Question

In CCSD(T)-F12 the geminals repair the slow basis convergence of the doubles, but (T) is computed from ordinary orbital amplitudes. How fast does (T) converge with the highest angular momentum L in the basis? Does it dominate what is left of the basis-set error, and may I remove it with E(L) = E + A L⁻³? My test case is all-electron Be.

Answer

In short: the increments of (T) fall as l⁻⁴ and its truncation error as L⁻³, with or without F12 doubles, and a two-point L⁻³ formula removes this asymptotically. Two qualifications come out of the derivation. The offset in (L + a)⁻³ is 1 only when the third electron is in an s wave, and it is ½ for the p wave that matters most in Be. And (T) dominates the remainder only if the geminal amplitudes follow the cusp of the correlated pair. With amplitudes fixed at first-order values the doubles keep an L⁻³ term of the same perturbation order as (T), and in Be it is the larger one.

Formulas are in atomic units (Eh = 27.211 eV, a0 = 0.5292 Å), results in eV. "Limit" always means the complete-basis value of the same method, not full CI.

1. Premises

(P1) Non-relativistic closed-shell atom, canonical real Hartree–Fock orbitals, spherically symmetric Fock operator F. In Be the occupied orbitals 1s and 2s are both s.
(P2) The orbital basis is radially complete for l ≤ L and empty above. The auxiliary basis of the F12 integrals is complete.
(P3) (T) is built from the orbital-basis amplitudes T1, T2 only.
(P4) Orbitals are smooth away from the nucleus. Pair functions are smooth except for their own cusp.

2. (T) as a three-electron problem

With V_N the normal-ordered fluctuation potential,

W = ⟨Φ_ijk^abc|V_N T2|Φ⟩, Z = ⟨Φ_ijk^abc|V_N T1|Φ⟩, D = ε_i + ε_j + ε_k − ε_a − ε_b − ε_c,

E(T) = Σ_{i<j<k} Σ_{a<b<c} W(W + Z)/D. (1)

For each occupied triple collect the elements into three-electron functions w = Σ W|abc⟩ and z = Σ Z|abc⟩. The virtual determinants are eigenfunctions of F1 + F2 + F3, so the triples function τ = Σ (W/D)|abc⟩ obeys

(F1 + F2 + F3 − ε_ijk) τ = −w, E(T) = Σ_ijk ⟨w + z|τ⟩. (2)

By (P1) the operator conserves each electron's l, so (2) is a sum over channels (l_a, l_b, l_c). At fixed amplitudes, truncation deletes the channels with max l > L.

Let u_jk(1,2) = Σ_{a<e} t_jk^ae |ae⟩ be the pair function and Q the projector of all three electrons on the virtual space. W has two parts. The particle part, with elements Σ_e t_jk^ae ⟨bc||ei⟩, is

w_p = Q (1/r12 + 1/r13 + 1/r23) Ψ, Ψ = antisymmetrised sum of u_jk φ_i over the three choices of i. (3)

The hole part, with elements Σ_m t_im^bc ⟨ma||jk⟩, is a pair function times a one-electron function and has no 1/r singularity. The function z has the form (3) with s_i φ_j φ_k in Ψ, where s_i = Σ t_i^a φ_a. In Be every u has total angular momentum zero, so l_e = l_a, and the sum over e is complete in every retained channel.

Be has four triples of spin orbitals, each with one or two 1s electrons, so frozen-core (T) is zero. Each has two electrons of one spin and one of the other. Label electron 1 as β and 2, 3 as α. A term such as u(2sβ, 2sα)·1sα then reads

Ψ = [u(1,2)φ(3) − u(1,3)φ(2)]/√2.

In (1/r12)Ψ the first term leaves electron 3 in an occupied orbital and Q removes it, so the surviving source is −u(1,3)φ(2)/(√2 r12). The 1/r13 term is its mirror image. The two coalescences, each of weight ½, count as one unlike-spin coalescence with source g/r12, g = u(1,3)φ(2). In the 1/r23 term the numerator is antisymmetric in 2 and 3 and vanishes at coalescence.

3. The cusp of T3

Put r = r1 − r2 and R = (r1 + r2)/2, so that the kinetic energy of the pair is −∇_r² − ¼∇_R². Near r = 0 only −∇_r² τ can balance the source −g/r in (2). Since ∇²(r/2) = 1/r,

τ ≈ ½ r12 g + smoother terms. (4)

This is the Kato cusp applied to the T2 part of the wave function: a correlated electron of the pair jk meets the third electron. No finite sum of orbital products contains it, and geminals acting on occupied pairs in T2 do not supply it.

How good is (4)? Split g into parts symmetric and antisymmetric under r1 ↔ r2. F1 + F2 is symmetric, so they contribute separately. For the symmetric part, the terms left over when the operator acts on ½ r g are the cross gradient −½ r̂·(∇1 − ∇2)g, which is O(r) by symmetry, and potentials or orbital energies times ½ r g, also O(r). They are two powers of r weaker than 1/r. Partial wave l resolves distances r ~ R/l, so each extra power of r costs a factor 1/l. In general a missing singular piece δ ~ r^q gives increments ⟨δ|T|δ⟩_l ~ l^−(2q+2). The symmetric part has q = 1 with relative corrections l⁻². The antisymmetric part, and the like-spin coalescence, have δ ~ r(r·v) with v a vector depending on R, so q = 2 and l⁻⁶. The hole term is a source of order r, and its cross term with (4) is also l⁻⁶. The projector Q acts only on s waves.

4. Partial waves

Expand the dependence on the spectator electron in orthonormal functions of angular momentum λ. The triple has total angular momentum zero, so the coalescing pair carries the same λ, and each component has g(R,R) = G(R) Y_λm(R̂). The spectator energy is a constant in the denominator and belongs to the relative l⁻² terms.

Use r1 = ρ e^{s/2}, r2 = ρ e^{−s/2}, x = e^{−|s|}, for which r1² r2² dr1 dr2 = ρ⁵ dρ ds. The Legendre components, 1/r12 = Σ a_k P_k(cos θ12) and r12 = Σ b_k P_k(cos θ12), are

a_k = x^{k+½}/ρ, b_k = ρ x^{k+½} [x/(2k+3) − x⁻¹/(2k−1)]. (5)

Any smooth symmetric g with the given coalescence value differs from G(ρ)[Y(1) + Y(2)]/2 by O(r²), so this form may be used. Define J = ∫ G² ρ⁵ dρ, which is dimensionless.

Case λ = 0. Here g = G/√(4π), the only channel is (l, l), and ∫P_l² dΩ1 dΩ2 = 16π²/n with n = 2l + 1. The increment ⟨(g/r)_l | ½ r g⟩ is

ΔE_l = ½ (4π/n) J ∫ a_l b_l ds, ∫ a_l b_l ds = 2[1/((n+1)(n+2)) − 1/((n−1)(n−2))] = −12n/((n²−1)(n²−4)),

ΔE_l = −24πJ/((n²−1)(n²−4)) = −(3π/2) J (l + ½)⁻⁴ [1 + O(l⁻²)]. (6)

The expression is even in n, so there is no (l + ½)⁻⁵ term. For a hydrogenic 1s² pair G² = 4Z⁶e^{−4Zρ}/π, and (3π/2)J = 45/256 for every Z.

Case λ = 1. P_k Y(1) has l2 = k, l1 = k ± 1, and P_k Y(2) the reverse. The channel (l+1, l) holds one coupled state, fed by P_l Y(1) and P_{l+1} Y(2). The squared norm of P_k Y(1) is 4π/(2k+1), divided between k+1 and k−1 in the proportions (k+1)/(2k+1) and k/(2k+1). The two projections are therefore √(4π(l+1))/(2l+1) and √(4π(l+1))/(2l+3). They have the same sign, because their overlap 4π·½∫μ P_l P_{l+1} dμ = 4π(l+1)/((2l+1)(2l+3)) is positive. Let M = l + 1 be the larger angular momentum and m = 2M. Inserting (5), with x^{m/2} and the powers of ρ taken out, the source and cusp combinations are

α = x^{−½}/(m−1) + x^{½}/(m+1),
β = (x^{½} − x^{−½})/(m²−1) − x^{−3/2}/((m−1)(m−3)) + x^{3/2}/((m+1)(m+3)).

Collect the factors: 2 for the channels (l+1, l) and (l, l+1), ½ from (4), ¼ from the symmetrised g, 4π·m/2 from the projections, and 2 for both signs of s. Then ΔE_M = π m J κ with κ = ∫₀^∞ e^{−ms} αβ ds. With y = 1/(m−1), v = 1/(m+1), p = y/(m−3), q = v/(m+3), termwise integration gives

κ = (y−v)yv/m − (y²v + vp)/(m−1) + (yq + yv²)/(m+1) − yp/(m−2) + vq/(m+2).

Under m → −m one has y ↔ −v and p ↔ q, so κ is odd and mκ is even. For large m, α ≈ 2/m and β ≈ −4s/m² − 8/m³, so κ ≈ −24/m⁵ and

ΔE_M = −(3π/2) J M⁻⁴ [1 + O(M⁻²)]. (7)

The coefficient equals that of (6). The argument is the mean (l1 + l2)/2 + ½, which is M for these channels and not M + ½.

General λ. Take g = G Y(1), which has the same coalescence value, and project on l2 = k only. The angular factor is 4π/(2k+1) for any λ, so the leading term is again (6). Since max(l1, l2) differs from k by at most λ, only the offset changes. The sum over λ converges: the λ component of u comes from its own cusp ½ r g, with squared norm ∝ (1/n)∫b² ds ∝ λ⁻⁶, so Σ J_λ, Σ λJ_λ and Σ λ²J_λ are finite. Channels in which the spectator itself exceeds L have source norm λ⁻⁶ and denominator λ², and add O(L⁻⁷). This behaviour of pair increments, l⁻⁴ for singlet and l⁻⁶ for triplet coupling, is the one analysed by Kutzelnigg and Morgan (1992).

The singles term z has the same 1/r12 structure with coalescence value G′, and ⟨z|τ⟩ is bilinear, so G² becomes G(G + G′). In Be s_i is an s function and G′ enters λ = 0 only.

5. Truncation error of (T)

The midpoint rule gives Σ_{l>L}(l + ½)⁻⁴ = 1/(3(L+1)³) − 1/(6(L+1)⁵) + …, and Σ_{M>L} M⁻⁴ is the same series in L + ½. Hence, at converged amplitudes,

E(T; L) − E(T; ∞) = Σ_λ A_λ (L + a_λ)⁻³ + O(L⁻⁵), A_λ = (π/2) J_λ, a_0 = 1, a_1 = ½, (8)

where J_λ sums ∫G(G + G′)ρ⁵dρ over triples and spectator functions, and a_λ for λ ≥ 2 is defined to absorb the L⁻⁴ term. The G² part is positive: truncated (T) is too shallow. The A_λ depend on the complete-basis pair functions only. F12 doubles change how quickly u reaches its limit, and they do not change A_λ.

6. What the F12 doubles leave

In the CCSD doubles equation the terms singular as 1/r12 are ⟨ab||ij⟩, the ladder term ½Σ⟨ab||cd⟩t_ij^cd, and their T1 companions. By section 3 the part of T2 above L is the tail of ½ r12 (φ_iφ_j + u_ij + singles terms). The geminal supplies the tail of ½ r12 Σ c_ij^kl φ_kφ_l. I assume the energy is taken from the full CCSD-F12 Lagrangian. It is stationary at the complete-basis amplitudes and multipliers, so its basis-set error is bilinear in the missing tails of T2 and Λ2, and at leading order Λ2 = T2†.

Fixed amplitudes (geminal f = ½ r12 + … for singlet pairs, ¼ r12 + … for triplet pairs) remove the first-order cusp. The first-order remainder has q = 3 for singlet pairs, since exchange symmetry forbids q = 2, which gives l⁻⁸ and L⁻⁷ at second order. At the next order of T2 the piece ½ r12 u_ij(R,R) is uncovered. Its cross term with the q = 3 remainder is L⁻⁵ at third order, and its square is, by (6),

B (L+1)⁻³, B = (π/2) Σ_ij ∫ G_res² ρ⁵ dρ, G_res/√(4π) = u_ij(R,R), (9)

with the sum over unlike-spin pairs. This is fourth order, like (T). With optimised c_ij^kl, and the geminal projected out of the orbital pair space, the geminal lives only above L. The amplitudes then tend to the least-squares fit of the coalescence value in the ρ⁵ metric, and G_res is the part of u(R,R) orthogonal to all occupied products. It is smaller but not zero in general.

There is also an indirect term. E(T) is not stationary in T2, and the missing tail shifts the retained amplitudes. For an amplitude t of a normalised pair configuration χ lying Δ above the state, the equation Δt + K + ⟨χ|1/r12|tail⟩ = 0 holds, with K its coupling to the reference. By (6) and section 5, leaving out the tail of ½ r12 tχ gives to leading order

δt/t = −c/(Δ(L+1)³), c = 2π²∫χ(ρ,ρ)² ρ⁵ dρ, (10)

and the part of E(T) proportional to t² changes by C(L+1)⁻³ with C = (2c/Δ)|E(T)|, which has the sign of A.

The basis-set error of CCSD(T)-F12 is therefore Σ A_λ(L + a_λ)⁻³ + (B + C)(L+1)⁻³ + O(L⁻⁵), and (T) dominates only if B is small against ΣA_λ + C.

7. Extrapolation

Let the true tail be A(L + a*)⁻³, and eliminate an assumed (L + a)⁻³ between L−1 and L:

E_ext = [(L+a)³E(L) − (L−1+a)³E(L−1)]/[(L+a)³ − (L−1+a)³]. (11)

With X = L + a and d = a* − a, X³ times the tail is A(1 − 3d/X + …). Its difference between neighbours is 3Ad/X², the denominator is 3X², and E_ext − E(∞) ≈ A d L⁻⁴. Any offset removes the L⁻³ term, so E + A L⁻³ is asymptotically valid. A wrong offset leaves a fraction d/L of the tail.

8. Numbers for Be

Model: keep only the 2s² → 2p² part of T2, u = tχ with χ = R_p(r1)R_p(r2) √3 P_1(cos θ12)/(4π). Inputs: Slater-rule exponents ζ1 = 3.70 a0⁻¹ = 6.992 Å⁻¹ for 1s and ζ2 = 0.975 a0⁻¹ = 1.842 Å⁻¹ for nodeless 2s and 2p, and a typical amplitude t ≈ −0.3. Then R_1s² = 4ζ1³e^{−2ζ1r} and R_p² = (2ζ2)⁵r²e^{−2ζ2r}/24. Three figures are kept below only so that the table can be reproduced.

Direct term. This u feeds two triples (1sα or 1sβ added), each with one unlike-spin coalescence. Since χ = R_pR_p Σ_m Y*Y/√3, the three spectator components have weight 1/3 each, and per triple J_1 = t² I_cv/(4π) with

I_cv = ∫R_p²R_1s² r⁵ dr = [(2ζ2)⁵/24]·4ζ1³·7!/(2ζ1 + 2ζ2)⁸ = 0.02054.

A = 2(π/2)J_1 = t²I_cv/4 in Eh, which is 12.6 meV, with offset ½.

Doubles. χ(ρ,ρ) = √3R_p²/(4π) and I_vv = ∫R_p⁴r⁵dr = 315/512 = 0.615, independent of ζ2. So c = (3/8)I_vv Eh = 6.28 eV and, for fixed amplitudes, B = t²c = 565 meV, 45 times A. The first-order valence cusp has the coefficient I_vv/8 Eh = 2.09 eV, but the correlated pair has only the fraction 1 + √3t = 0.48 of the Hartree–Fock coalescence value, and plain CCSD has (1 + √3t)² × 2.09 eV = 0.48 eV. The fixed geminal overshoots by about as much as the orbital basis undershoots. Both coefficients omit normalisation factors of relative order t², about ten per cent. For the core pair the first-order coefficient is (45/256)/3 Eh = 1.59 eV, and a fractional hole depth of order 0.1, typical for this Z, would add 16 meV to B.

With h(L) = 3Σ_{M>L} M⁻⁴, the model tail of (T) is A·h(L):

L | h(L) | (L+½)⁻³ | A·h(L), meV | B(L+1)⁻³, meV
3 | 0.02243 | 0.02332 | 0.28 | 8.8
4 | 0.01071 | 0.01097 | 0.13 | 4.5
5 | 0.00591 | 0.00601 | 0.074 | 2.6
6 | 0.00360 | 0.00364 | 0.045 | 1.6

Optimised amplitudes. The occupied products span the square of the nodeless 2s, which equals R_p² at equal exponents, so the model gives B = 0. For a 2p exponent ζp ≠ ζ2 a one-function fit leaves the fraction 1 − [4ζ2ζp/(ζ2 + ζp)²]¹⁰ of B. This is 0.0059 (3.4 meV) for a 5 % mismatch and 0.0224 (13 meV) for 10 %. So (T) ranges from dominant to comparable, and the model cannot decide more finely.

Indirect term. K = ⟨χ|1/r12|2s²⟩ = (185ζ2/768)/√3 Eh = 3.69 eV, where 1/√3 is the angular factor and 185ζ2/768 the radial integral with kernel r</r>². Then Δ = K/|t| = 12.3 eV and 2c/Δ = 1.0. Taking about −16 meV as a typical size of all-electron (T) in Be, and assigning all of it to t², gives C ≈ 16 meV for fixed amplitudes. This rivals A and carries offset 1. For optimised amplitudes the missing tail overlaps χ only through the unfitted fraction, and C is below 0.4 meV at 10 % mismatch.

Extrapolation of the model tail with (11) from L = 4, 5 leaves these fractions of the L = 5 tail: +0.148 for a = 0, +0.017 for a = ½, −0.115 for a = 1. Plain L⁻³ stops short of the limit and (L+1)⁻³ passes it.

Reliability. A is an estimate to tens of per cent: a 10 % larger 2p exponent multiplies it by 1.37. The 1s2s pair functions, omitted here, allow a valence–valence coalescence. With a typical inter-shell pair energy of about 0.15 eV and denominators of at least the typical 1s binding of about 130 eV, their squared norm is at most 0.0012, which adds up to 0.0012 × 2.09 eV ≈ 2.4 meV, or 0.19 of A, and twice that if the like-spin and unlike-spin pairs add coherently. The singles term vanishes in the model because it needs λ = 0, where it is a product of T1 with the radial part of u. The fixed-amplitude B is too low, by tens of per cent or more, because the higher partial waves of u deepen the hole at coalescence.

9. Range of validity

The law is asymptotic in L. The weight r⁵R_p²R_1s² peaks at 7/(2ζ1 + 2ζ2) = 0.40 Å, where the centrifugal energy of the pair, about l²/r² in Eh, is 48.5 l² eV. Against 130 eV the ratio is 0.17 at l = 4. The O(L⁻⁵) terms of (8) are thus of order ten to twenty per cent of the tail at L = 4 to 5, as large as the offset effect above, and they fall as L⁻² while the offset effect falls as L⁻¹. Below L ≈ 3 the formula gives an order of magnitude only.

Radial completeness is required, and for Be this means tight high-l functions, because every triple involves the core. In Gaussian families that add one radial function per l at each step, radial and angular truncation mix, and the offsets in (8) do not carry over to the cardinal number. In molecules l is not conserved. The cusp (4) survives, but the channel counting does not.

Approximate F12 schemes that drop geminal terms from the amplitude equations or the Lagrangian, or use an incomplete auxiliary basis, change B and C. A short-ranged geminal has the same linear term and the same B, but reaches the asymptotic regime later the shorter its range.

Because (T) and the doubles have different coefficients and offsets, they should be extrapolated separately. Adding Q ½ r12 g to the triples removes A at its source. All of this concerns the approach to the complete-basis CCSD(T) value. The departure of that value from full CI is a separate quantity that no extrapolation in L touches.